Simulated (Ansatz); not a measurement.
A ladder of methods for SiH2O (oxosilane)

SiH2O has 4 atoms, charge 0, and is taken as a singlet. As SMILES, `O=[SiH2]`. Geometry: optimised at wB97X-V/def2-SVP.

Quantity: the adiabatic ionisation energy (to the doublet cation, shapes relaxed at wB97X-V/def2-SVP, no zero-point term), in eV. The values are calculated.

```json
{"level": "HF/def2-TZVPP", "kind": "Hartree–Fock", "program": "Ansatz", "value (eV)": "8.63", "less CCSD(T)/def2-TZVPP": "-1.87", "CPU time (all runs)": "3.2 s"}
{"level": "BLYP/def2-TZVPP", "kind": "GGA", "program": "Ansatz", "value (eV)": "10.42", "less CCSD(T)/def2-TZVPP": "-0.08", "CPU time (all runs)": "4.1 s"}
{"level": "r2SCAN/def2-TZVPP", "kind": "meta-GGA", "program": "Ansatz", "value (eV)": "10.43", "less CCSD(T)/def2-TZVPP": "-0.07", "CPU time (all runs)": "5.4 s"}
{"level": "B3LYP/def2-TZVPP", "kind": "global hybrid", "program": "Ansatz", "value (eV)": "10.51", "less CCSD(T)/def2-TZVPP": "+0.01", "CPU time (all runs)": "2.9 s"}
{"level": "PBE0-D4/def2-TZVPP", "kind": "global hybrid", "program": "Ansatz", "value (eV)": "10.40", "less CCSD(T)/def2-TZVPP": "-0.10", "CPU time (all runs)": "3.2 s"}
{"level": "wB97M-V/def2-TZVPP", "kind": "range-separated hybrid", "program": "Ansatz", "value (eV)": "10.45", "less CCSD(T)/def2-TZVPP": "-0.05", "CPU time (all runs)": "16 s"}
{"level": "B2PLYP/def2-TZVPP", "kind": "double hybrid", "program": "Ansatz", "value (eV)": "10.56", "less CCSD(T)/def2-TZVPP": "+0.06", "CPU time (all runs)": "5.2 s"}
{"level": "CCSD(T)/def2-TZVPP", "kind": "coupled cluster or CI", "program": "Ansatz", "value (eV)": "10.50", "less CCSD(T)/def2-TZVPP": "0.00", "CPU time (all runs)": "7.8 s"}
```

CCSD(T)/def2-TZVPP is the highest level here, not the true value. The values span 8.63 to 10.56 eV. Times are those of the runs behind each value, whatever else they computed, on shared processors of several kinds: orders of magnitude only.

Correlation accounts for nearly all of the spread. Hartree–Fock puts the ionisation energy 1.87 eV below CCSD(T), whereas every density functional lies within 0.10 eV of it. The neutral molecule has one more electron pair than the cation, so neglecting correlation destabilises it more and makes ionisation look too easy. The effect is probably accentuated here because the electron leaves a compact, largely oxygen-centred orbital of the strongly polarised Si–O bond, where pair correlation is substantial. Relaxation of the orbitals is already included in the Hartree–Fock energy difference and so cannot explain the deficit.

Among the functionals there is no steady improvement from GGA to double hybrid: BLYP and r2SCAN nearly coincide, PBE0-D4 lies slightly lower, and B2PLYP overshoots CCSD(T). B3LYP's near-exact match probably owes something to error cancellation. Differences this small do not establish a ranking of the functionals, since the coupled-cluster correlation contribution is itself likely to shift with a larger basis.
